## Appendix: Limits and scaling of the ideal lattice solution, with numbers for Si–Ge at 1200 K

### Model and conventions

$N_A$ atoms of A (Si) and $N_B$ atoms of B (Ge) fill $N=N_A+N_B$ equivalent sites, and $x=N_B/N$. Molar quantities refer to a mole of atoms. $G_A$ and $G_B$ belong to the pure elements in the diamond structure at the same $T$ and $p$. If all arrangements have the same energy, volume and vibrational entropy, the configurational entropy is $k_B\ln W$ with $W=N!/(N_A!N_B!)$. Stirling's formula $\ln n!\simeq n\ln n-n$ gives

$$\Delta S_{mix}=R\,s(x),\qquad s=-x\ln x-(1-x)\ln(1-x),\qquad \Delta G_{mix}=-RT\,s .$$

The tangent intercepts $\mu_A=G-x\,G'$ and $\mu_B=G+(1-x)\,G'$ of $G=(1-x)G_A+xG_B+\Delta G_{mix}$ give $\mu_i=G_i+RT\ln x_i$, so the activity is $a_i=x_i$. Equating $\mu_i$ to the potential $\mu_i^\circ+RT\ln(p_i/p^\circ)$ of an ideal monatomic vapour, once over the alloy and once over pure $i$, yields Raoult's law $p_i=x_ip_i^*$. A dimer $i_2$ has potential $2\mu_i$, and its pressure scales as $x_i^2$.

### Dimensional analysis

The model contains no material energy, so $RT$ is the only scale and $\Delta G_{mix}/RT$ depends on $x$ alone. At 1200 K, $RT=9.98$ kJ/mol and $k_BT=103.4$ meV. This temperature lies just below the typical melting point of Ge, 1211 K, and the solidus rises from there towards Si, so every composition is solid. Corrections enter through dimensionless groups: $1/N$, an interaction $\omega=\Omega/RT$, $1/z$ with coordination $z=4$, a solution energy $h/k_BT$, and $pV/RT$. The last is $1.3\times10^{-4}$ at 1 bar for the molar volume found below and is dropped.

### Composition

Near the centre, with $\delta=x-\tfrac12$,
$$s=\ln2-2\delta^2-\tfrac43\delta^4-\dots$$
The maximum is $R\ln2=5.76$ J/(mol K), worth 6.92 kJ/mol or 71.7 meV/atom at 1200 K. The parabola alone is high by only 0.4 % at $x=0.3$. Near an edge,
$$s=x(1-\ln x)-\tfrac12x^2-\tfrac16x^3-\dots$$
Both leading forms lie above $s$. They cross at $x=0.18$, where each is 3.6 % high, and this marks the boundary of the dilute regime. There the solvent potential is linear, $\mu_A-G_A=-RT(x+x^2/2+\dots)$, while the solute potential falls by $RT\ln10=23.0$ kJ/mol (238 meV) per decade of dilution.

| $x$ | $\Delta S_{mix}$, J/(mol K) | $\Delta G_{mix}$, kJ/mol | $\mu_{Si}-G_{Si}$, kJ/mol | $\mu_{Ge}-G_{Ge}$, kJ/mol |
|---|---|---|---|---|
| 0.001 | 0.0657 | −0.0789 | −0.00998 | −68.9 |
| 0.01 | 0.466 | −0.559 | −0.100 | −45.9 |
| 0.1 | 2.70 | −3.24 | −1.05 | −23.0 |
| 0.3 | 5.08 | −6.09 | −3.56 | −12.0 |
| 0.5 | 5.76 | −6.92 | −6.92 | −6.92 |

### The logarithmic slope and solubility

The slope $d\Delta G_{mix}/dx=RT\ln[x/(1-x)]$ diverges at both ends. Let a reservoir phase fix the solute potential at $G_B-N_{\rm Av}h$, where $h>0$ is the free energy to move one atom from the reservoir to a host site, configurational entropy excluded. Equality of $\mu_B$ gives the solubility $x_s=e^{-h/k_BT}$, which is nonzero for finite $h$ and $T>0$. The common tangent meets $x=0$ at $G_A+RT\ln(1-x_s)\approx G_A-RTx_s$, so the pure phase lies above the convex hull by about $RTx_s$. The divergence guarantees a solubility and leaves its size to $h/k_BT$. Illustrative energies of 0.5, 1 and 2 eV give $7.9\times10^{-3}$, $6.3\times10^{-5}$ and $4.0\times10^{-9}$ at 1200 K.

### System size

With the further Stirling terms $\tfrac12\ln2\pi n+1/(12n)$,
$$\ln W=Ns-\tfrac12\ln[2\pi Nx(1-x)]+\frac{1}{12N}\Big(1-\frac1x-\frac1{1-x}\Big)+\dots$$
The expansion requires $N_A,N_B\gg1$, and the relative deficit decays as $\ln N/N$. At $x=\tfrac12$ the exact ratio $\ln W/(N\ln2)$ is 0.766, 0.948 and 0.991 for 8, 64 and 512 sites. The deficit comes from fixing the composition, since the sum of $W$ over all $N_B$ is exactly $2^N$. For 64 sites it amounts to 3.7 meV/atom at 1200 K.

Typical room-temperature lattice constants are $a_{Si}=5.431$ Å and $a_{Ge}=5.658$ Å, with eight atoms per cubic cell. The 512-site cell, where the deficit has fallen below 1 %, has an edge of 2.2 nm. A 5 nm cube of random Si$_{0.7}$Ge$_{0.3}$ (linear interpolation, $a=5.499$ Å) holds $6.0\times10^3$ sites, and its composition scatters by $\sqrt{x(1-x)/N}=0.006$.

Finite $N$ also cuts off the divergence. Replacing one more A by B changes $\ln W$ by $\ln[(N-N_B)/(N_B+1)]$, which is at most $\ln N$. The mean number of solute atoms $Nx_s$ falls below one when $h>k_BT\ln N$. The threshold is 0.90 eV for the 5 nm cube and 5.4 eV for 1 cm³ of Si ($5.0\times10^{22}$ sites). That every pure phase dissolves some solute is thus a statement about the limit $N\to\infty$ at fixed $h/k_BT$.

### Interaction strength

The first departure from ideality is an enthalpy $\Omega x(1-x)$ at random occupation. Its scale in Si–Ge follows from the size misfit $\epsilon=\Delta a/\bar a=0.0409$, with $\bar a=5.5445$ Å and $V=12.83$ cm³/mol. Hold the atoms on the ideal sites of the linearly interpolated lattice and assume that the natural Si–Ge bond length is the mean of the two pure ones. AA, BB and AB bonds occur with probabilities $(1-x)^2$, $x^2$, $2x(1-x)$ and carry strains $x\epsilon$, $-(1-x)\epsilon$, $(x-\tfrac12)\epsilon$, so $\langle\eta^2\rangle=\epsilon^2x(1-x)/2$. A uniform linear strain $\eta$ costs $\tfrac92BV\eta^2$. Assigning this cost to bond stretching gives
$$\Omega_{el}=\tfrac94BV\epsilon^2 .$$
The compiled $C_{11}=165.64$ GPa and $C_{12}=63.94$ GPa of Si (Oses 2018) give $B=(C_{11}+2C_{12})/3=97.84$ GPa. The compiled bulk modulus of Ge is 75.8 GPa (Toher 2017). Their mean, 86.8 GPa, gives the model's $\Omega_{el}=4.2$ kJ/mol. Internal relaxation lowers this by a fraction of order one, at most the whole amount, a chemical term is absent, and the inputs are not 1200 K values, so the number is only a scale. Below, $\Omega=4$ kJ/mol is an assumed typical input, which makes $\omega=0.40$, and the results are the model's.

The activity coefficients are $\gamma_A=e^{\omega x^2}$ and $\gamma_B=e^{\omega(1-x)^2}$.

*Small $\omega$.* The solvent departs from Raoult's law at second order in $x$ and stays within 1 % up to $x=\sqrt{\ln(1.01)/\omega}=0.16$. The solute follows Henry's law with $\gamma^\infty=e^\omega=1.5$, corrected at first order by $e^{-\omega(2x-x^2)}$, which loses 1 % already at $x=0.013$. At $x=\tfrac12$ the enthalpy is 1.0 kJ/mol (10 meV/atom), a fraction $\omega/(4\ln2)=0.14$ of $T\Delta S_{mix}$. Then $\Delta G_{mix}=-5.9$ kJ/mol and $a=0.55$ in place of 0.5. The 64-site deficit above is over a third of this enthalpy. The curvature of $G$ is multiplied by $\Phi=1-2\omega x(1-x)=0.80$, and the composition variance by $1/\Phi$ if coherency strain is ignored.

*Short-range order.* In a nearest-neighbour pair model with $\Omega=zN_{\rm Av}w$, where $w$ is the AB bond energy minus the mean of the AA and BB energies, the energy variance at fixed composition is $2zNw^2x^2(1-x)^2$. The second cumulant, minus the variance over $2k_BT$, adds $-RT\omega^2x^2(1-x)^2/z$ to $G$. This term varies as $1/T$, so the entropy changes by $-R\omega^2x^2(1-x)^2/z$, which is $-0.0025R$ at $x=\tfrac12$, or 0.4 % of the ideal value. Elastic interactions reach beyond first neighbours, so this fixes only the order. Ideal entropy fails at order $\omega^2/z$ and ideal activity at order $\omega$.

*Large $\omega$.* $\Phi(\tfrac12)$ vanishes at $\omega=2$, which gives a mean-field critical temperature $\Omega/2R=2.4\times10^2$ K for the model, a fifth of 1200 K. For $\omega\gg2$ the ratio of enthalpy to entropy term near an edge is $\omega/(1-\ln x)$. Mixing is downhill for $x<e^{1-\omega}$. By symmetry the common tangent is horizontal, so the binodal is the minimum, $\ln[x/(1-x)]=-\omega(1-2x)$, or $x\approx e^{-\omega}[1+(2\omega-1)e^{-\omega}]$. As $T\to0$ this solubility vanishes, and the equilibrium mixing entropy vanishes with it.

### Vibrations

For $T$ above the Debye temperature the harmonic entropy is $k_B\sum_j[1+\ln(k_BT/\hbar\omega_j)]$ over mode frequencies $\omega_j$, and $\sum_j\ln\omega_j^2=\ln\det K-3\sum_i\ln m_i$ for force-constant matrix $K$, translations aside. The mass term is linear in composition and cancels from the mixing entropy. If the geometric-mean force constant of the alloy exceeds the composition-weighted geometric mean of the elements by a small fraction $\zeta$, the excess entropy is $-\tfrac32R\zeta$. It reaches a tenth of $R\ln2$ at $|\zeta|=4.6$ %. The compiled Debye temperatures, 645 K for Si and 373 K for Ge (Råsander 2015, temperature not stated), with assumed molar masses of 28.086 and 72.63 g/mol, give an effective stiffness ratio $r=\theta_{Si}^2M_{Si}/\theta_{Ge}^2M_{Ge}=1.16$. Linear interpolation of the stiffness then gives $\tfrac32R\ln[2\sqrt r/(1+r)]=-0.004R$ at $x=\tfrac12$, comparable to the short-range-order term. In units of $RT$ at equiatomic composition the model's hierarchy is 0.69 for ideal mixing, $\omega/4=0.10$ for the enthalpy, and a few thousandths each for ordering and vibrations.